How much relativity the 4f shell of Os26+ and Os27+ needs

The naive picture

Relativity makes fast electrons heavier and pulls them towards the nucleus, so the naive guess for a highly charged osmium ion is that each level sinks and each orbital shrinks. A second guess is that a 4f electron, kept from the nucleus by its angular momentum, hardly notices. The calculation contradicts both. The total energy sinks by almost a thousand hartree, but the two 4f levels rise by 8 to 13 eV and their orbitals swell.

Spherical all-electron Dirac Kohn-Sham calculations for Os26+ and Os27+ with Quantum ESPRESSO 7.5 (ld1.x), using PBEsol, a point nucleus and no spin polarisation. The 4f electrons are shared between 4f5/2 and 4f7/2 in proportion to 2j + 1. The non-relativistic reference energies use the same functional, configuration and nucleus.

```
species   Z  charge (e)  electrons  configuration  factor on the speed of light  eigenvalue (4f5/2) (eV)  eigenvalue (4f7/2) (eV)  mean radius (4f5/2) (bohr)  mean radius (4f7/2) (bohr)  ε(4f7/2) − ε(4f5/2) (eV)  E(Dirac) − E(non-rel.) (hartree)
  Os26+  76          26         50  [Kr] 4d10 4f4                          1.00                  -818.86                  -814.42                     0.43196                     0.43538                    4.4457                           -986.52
  Os26+  76          26         50  [Kr] 4d10 4f4                          1.25                  -822.00                  -819.11                     0.43085                     0.43304                    2.8963                           -592.42
  Os26+  76          26         50  [Kr] 4d10 4f4                          3.00                  -826.41                  -825.89                     0.42947                     0.42985                    0.5149                           -94.713
  Os26+  76          26         50  [Kr] 4d10 4f4                        100.00                  -827.30                  -827.30                     0.42922                     0.42922                    0.0005                         -0.083892
  Os27+  76          27         49  [Kr] 4d10 4f3                          1.00                  -869.90                  -865.30                     0.42566                     0.42897                    4.6019                           -986.93
  Os27+  76          27         49  [Kr] 4d10 4f3                          1.25                  -873.16                  -870.17                     0.42462                     0.42675                    2.9970                           -592.68
  Os27+  76          27         49  [Kr] 4d10 4f3                          3.00                  -877.72                  -877.19                     0.42334                     0.42371                    0.5326                           -94.757
  Os27+  76          27         49  [Kr] 4d10 4f3                        100.00                  -878.65                  -878.65                     0.42311                     0.42311                    0.0005                         -0.083932
```

The factor f multiplies the speed of light c in a Dirac Kohn-Sham atom with PBEsol. Only f = 1 is physical; larger f turns relativity down. At f = 100 the 4f level of Os26+ agrees with the non-relativistic run to about 0.001 eV, so these rows serve as the non-relativistic level. ε is an orbital eigenvalue, 4f5/2 and 4f7/2 are the subshells with j = l ∓ 1/2, the gap is their difference, and the last column is the relativistic shift of the total energy (1 hartree = 27.21 eV). The 4f electrons are spread over the subshells in the ratio 6:8 with no spin polarisation. The natural average level is therefore the centroid (6ε(4f5/2) + 8ε(4f7/2))/14, and the gap is an orbital spin-orbit splitting, not an interval between terms.

Why 4f goes up

Two effects add. The direct one, the relativistic correction for the 4f electron in a fixed potential, lowers the centroid; a crude hydrogenic estimate puts it at a few eV. The indirect one comes from the other electrons. The s and p1/2 orbitals reach the nucleus, contract, and screen it better.

The same calculations show the contraction. In Os27+, from f = 100 to f = 1, the mean radius of 1s falls by 11.0 % (a bare hydrogenic 1s gives 11.2 %), that of 2p1/2 by 13.8 % and that of 4s by 7.5 %. The 4s radius goes from 0.446 to 0.413 bohr and so passes from outside the 4f radius to inside it. The effect fades with growing j: 4d3/2 shrinks by 1.5 % and 4d5/2 already grows by 0.3 %. Not every contraction counts for 4f. By Gauss's law a shell that lies almost wholly inside the 4f orbital, as 1s and 2p1/2 do, screens it nearly fully before and after shrinking, so the push must come mainly from the shells that overlap 4f, those with n = 4 and to a lesser degree n = 3.

That this contraction causes the rise is the standard argument and is not isolated by these runs. It does account for the sign: the centroid rises by 11.0 eV in Os26+ and 11.4 eV in Os27+, and since the direct term is negative, the screening term must be larger still. Spin-orbit coupling then pushes 4f5/2 down and 4f7/2 up from the centroid, which is why 4f7/2 rises and expands more in both ions at f = 1, 1.25 and 3.

A ladder in powers of 1/c²

Relativistic corrections form a series in 1/c², so any effect q was written as

q(f) = A/f² + B/f⁴

A is what a self-consistent treatment of first order in 1/c² would give at the true c; it is inferred from scaling, not from a run of such a method. A and B were fixed on the rows f = 3 and 1.25 of each ion, and f = 1 is the test. For the gap of Os26+:

q·f² = 0.5149 × 9 = 4.6341 eV at 1/f² = 0.1111
q·f² = 2.8963 × 1.5625 = 4.5255 eV at 1/f² = 0.64
B = (4.5255 − 4.6341)/(0.64 − 0.1111) = −0.205 eV
A = 4.6341 + 0.205 × 0.1111 = 4.657 eV

At f = 1 the sum is 4.452 eV against 4.446 eV in the table. A alone is 0.21 eV too large, 4.8 % of the tabulated gap. The gap at f = 100 has a single digit and tests nothing beyond agreeing with A/f². The printed output below gives the other quantities.

How fast the series converges depends on which electrons carry the effect. The hydrogenic Dirac energy contains

γ = √(κ² − (Zα/f)²), |κ| = j + 1/2

with α the fine-structure constant, so the expansion parameter is (Zα/κf)². For 1s in osmium it is 0.308. For 4f5/2, with |κ| = 3 and a screened charge near 41.5, it is (41.5/137/3)² = 0.010. The 4f electron is weakly relativistic itself and, by the screening argument, inherits part of the stronger non-linearity of the core.

Total energies

The total shift grows faster than 1/c²: shift × f² is 17.6 % larger at f = 1 than at f = 100 in both ions. Sums of hydrogenic Dirac-minus-Schrödinger energies over the occupied subshells, with nothing fitted, give a growth of 16.5 % with the bare Z and 16.0 % with a screened charge n²⟨1/r⟩ taken from the f = 100 orbitals. They thus reproduce most of the growth but only bracket the size, being about 25 % too large and 7 to 9 % too small relative to the table.

First order, scaled up from f = 100, misses the Dirac total by 147.6 hartree, 15 % of the shift, and even A + B misses by 11 hartree. Totals need the all-order equation. They are also where the point nucleus and the missing Breit and QED terms bite hardest, because these act mostly on the innermost shells. The known fault of 0.2 to 0.9 mhartree in the totals lies below the last digit of the shifts at f = 1. At f = 100 the shift itself is small, and its use here relies on the fault cancelling between two runs with almost the same density.

The ionisation energy

The core error largely cancels in a difference. The same calculations give 852.88 eV for the ionisation of Os26+ without relativity and 841.70 eV with it, a drop of 11.18 eV. The table agrees: 986.93 − 986.52 = 0.41 hartree, or 11.2 ± 0.3 eV given the rounding. This is only 4 parts in 10⁴ of the total shift, so both ions must be computed at exactly the same level. The non-relativistic value is 1.33 % too high relative to the Dirac one. The drop at f = 3, scaled by f², is 1.210 × 9 = 10.9 eV, so a first-order treatment should land within about 0.3 eV.

The sign is the screening effect seen from the other side: the departing 4f electron takes its own relativistic binding with it, but its removal tightens the 4s, 4p and 4d orbitals, whose gain in relativistic binding outweighs that loss. In the f = 100 orbitals ⟨1/r⟩ rises between the ions for all three, for 4d by the largest percentage; the shares of the shells are not separated by these runs. The bare-Z sum, blind to this, gets the sign of the difference wrong, and the screened sum gets it right.

A larger error than the neglect of relativity is to read −ε(4f7/2) = 814.42 eV as the ionisation energy; it is 27.3 eV too low. Janak's theorem says that ε is the derivative of the energy with respect to occupation. The electron leaves in shares 6:8, so the centroid ε̄ is the derivative that counts, and the trapezoid rule gives

IE ≈ −½ [ε̄(Os26+) + ε̄(Os27+)] = ½ (816.32 + 867.27) eV = 841.80 eV

This is 0.09 eV above the energy difference, and the offset is the same at all four factors. Of the 27.3 eV, about 25.4 eV comes from the sinking of the level while the electron is removed and 1.9 eV from using 4f7/2 in place of the centroid. For the exact functional the energy is linear between whole electron numbers; the curvature here is the known self-interaction error of semi-local functionals, and it changes by less than 1 % over the four factors.

The splitting

Spin-orbit coupling acts directly on the 4f electron. For a hydrogenic level the gap is Z⁴α²/(2n³l(l+1)) hartree, with denominator 1536 for 4f, and the mean radius is 18/Z bohr. The averaged radius of Os26+ gives Z = 41.5 and a gap of 2.8 eV, while the table is 1.58 times larger. The coupling weights small r, where less of the nucleus is screened than at the mean radius, so the shortfall has the direction that theory demands.

The model follows the change with c fairly well. From f = 3 to f = 1, gap × f² falls by about 4 % in both ions, and the model, in which the swelling of the orbital outweighs the higher Dirac terms, predicts about 3 %. Expansion by screening is thus the likely reason why the gap grows more slowly than 1/c². Between the ions the model fails, predicting a rise of 6.1 % where the table has 3.5 %. A likely reason is that losing a 4f electron changes the outer part of the orbital more than the inner part. The f = 100 orbitals point this way: between the ions ⟨1/r⟩ of 4f, which weights smaller r, changes by a smaller percentage than ⟨r⟩.

Choosing a level

The non-relativistic atom gives 4f radii within 1.5 % and the ionisation energy within 1.4 % of the Dirac values. That suffices for sizes and for the rough order of ionisation stages, but not at the level of an electronvolt, and it has no gap.

A first-order treatment should give the centroid shift about 0.3 eV low (known to ±0.1 eV from rounding) and the gap 5 % high. It misses 12 % of the radial expansion, which is about 0.1 % of the radius. For orbital levels it must include the response of the other electrons, or the screening and with it the sign is lost. The first-order (Pauli) operator is unbounded below and cannot simply be iterated variationally, so that response has to be taken as a perturbation. A j-averaged scalar treatment should, by theory, land near the centroid; with the centroid as stand-in, it would miss the separate levels by 1.9 to 2.6 eV.

The Dirac run costs little more. It solves 16 radial levels in place of 10, each a pair of first-order equations equivalent to one second-order equation, so the work grows by a small factor. For an atom there is no reason to stop short of it.

Below an electronvolt the limit lies elsewhere. These are configuration averages: exchange among the open-shell electrons and preferential filling of 4f5/2, which lies about 2.6 eV under the centroid, move real ground states by amounts of the order of electronvolts, and Breit terms alter the splitting. All errors above are relative to the Dirac PBEsol run, and none judges the functional against nature.

Neighbouring ions

One more unit of charge tightens the 4f orbital and widens the gap by a few per cent. An s electron behaves oppositely to 4f, as 4s of Os27+ shows by sinking from −1344 to −1465 eV. The empty 5s of Os26+ lies far above 4f at f = 100. At lower charge the two approach, and since relativity raises one and lowers the other, it can then decide their order.

The analysis program printed:

```
A. steps from f=100 (floors 0.01 eV, 0.002 %): d5/2, d7/2, dcentroid eV; dr5/2, dr7/2 %
Os26+ f=1.0: +8.44 +12.88 +10.98; +0.638 +1.435
Os26+ f=1.25: +5.30 +8.19 +6.95; +0.380 +0.890
Os26+ f=3.0: +0.89 +1.41 +1.19; +0.058 +0.147
Os27+ f=1.0: +8.75 +13.35 +11.38; +0.603 +1.385
Os27+ f=1.25: +5.49 +8.48 +7.20; +0.357 +0.860
Os27+ f=3.0: +0.93 +1.46 +1.23; +0.054 +0.142
B. q*f^2 at f=1,1.25,3 | exponent p(1-1.25) | A+-floor, B from f=3,1.25 | model-table at f=1: A; A+B
Os26+ gap eV: 4.446 4.525 4.634 | 1.920 | 4.657+-0.001 -0.205 | +0.211 (+4.8%); +0.006 (+0.1%)
Os26+ dcent eV: 10.977 10.862 10.684 | 2.047 | 10.647+-0.112 0.335 | -0.330 (-3.0%); +0.005 (+0.0%)
Os26+ drbar mbohr: 4.694 4.502 4.204 | 2.187 | 4.142+-0.112 0.563 | -0.553 (-11.8%); +0.011 (+0.2%)
Os26+ total Ha: -986.520 -925.656 -852.417 | 2.285 | -837.031+-0.007 -138.478 | +149.489 (-15.2%); +11.012 (-1.1%)
Os27+ gap eV: 4.602 4.683 4.793 | 1.922 | 4.817+-0.001 -0.209 | +0.215 (+4.7%); +0.006 (+0.1%)
Os27+ dcent eV: 11.379 11.248 11.096 | 2.052 | 11.064+-0.112 0.287 | -0.315 (-2.8%); -0.027 (-0.2%)
Os27+ drbar mbohr: 4.441 4.261 3.973 | 2.186 | 3.912+-0.112 0.545 | -0.529 (-11.9%); +0.016 (+0.4%)
Os27+ total Ha: -986.930 -926.062 -852.813 | 2.285 | -837.424+-0.007 -138.497 | +149.506 (-15.1%); +11.009 (-1.1%)
gap at f=100 (not fitted, one digit), A/f^2 vs table eV: [(0.00047, 0.0005), (0.00048, 0.0005)]
first order from f=100 row minus Dirac total at f=1, Ha: [147.6, 147.6]
C. total shift*f^2 Ha: table, bare Z, Z=n^2<1/r> | errors % | growth over f=100: table, bare, screened
Os26+ f=1.0: -986.5 -1229.3 -900.9 | +24.6 -8.7 | 1.176 1.165 1.160
Os26+ f=1.25: -925.7 -1157.8 -850.0 | +25.1 -8.2 | 1.103 1.097 1.095
Os26+ f=3.0: -852.4 -1071.5 -787.9 | +25.7 -7.6 | 1.016 1.015 1.015
Os26+ f=100.0: -838.9 -1055.6 -776.4 | +25.8 -7.5 | 1.000 1.000 1.000
Os27+ f=1.0: -986.9 -1227.9 -901.4 | +24.4 -8.7 | 1.176 1.165 1.160
Os27+ f=1.25: -926.1 -1156.5 -850.5 | +24.9 -8.2 | 1.103 1.097 1.095
Os27+ f=3.0: -852.8 -1070.2 -788.4 | +25.5 -7.6 | 1.016 1.015 1.015
Os27+ f=100.0: -839.3 -1054.3 -776.8 | +25.6 -7.4 | 1.000 1.000 1.000
D. hydrogenic 4f, Z=18/<r>: Z, gap eV (f=1) | table/model f=1,1.25,3 | gap*f^2 f=1 over f=3: table, model | direct centroid shift eV
Os26+: 41.5 2.81 | 1.580 1.586 1.594 | 0.9593 0.9679 | -3.3 (crude)
Os26+ f=1 centroid -816.32 eV; 4f5/2, 4f7/2 minus centroid -2.54 +1.91 eV
Os27+: 42.1 2.99 | 1.541 1.547 1.556 | 0.9600 0.9696 | -3.5 (crude)
Os27+ f=1 centroid -867.27 eV; 4f5/2, 4f7/2 minus centroid -2.63 +1.97 eV
Os27+/Os26+ at f=1: gap 1.0351, <r>^-4 1.0609
E. Os26+ eV: IE | IE-IE(nr), from shifts+-floor | midpoint-IE | -e7/2-IE, -cent-IE | half dcent per electron
f=1.0: 841.70 | -11.180 -11.157+-0.272 | +0.09 | -27.28 -25.38 | 25.47
f=1.25: 845.81 | -7.077 -7.075+-0.272 | +0.09 | -26.70 -25.46 | 25.55
f=3.0: 851.67 | -1.210 -1.197+-0.027 | +0.09 | -25.78 -25.56 | 25.65
f=100.0: 852.88 | -0.001 -0.001+-0.000 | +0.09 | -25.58 -25.58 | 25.67
IE(nr) error 1.33 %; IE shift / total shift 4.2e-04
Os27+ radius change f=100 to 1, %: 1s -11.0, 2p1/2 -13.8, 4s -7.5, 4p3/2 -1.6, 4d3/2 -1.5, 4d5/2 +0.3
Z*alpha 0.555, squared 0.308; hydrogenic 1s contraction -11.2 %; radial levels nr 10, Dirac 16
```
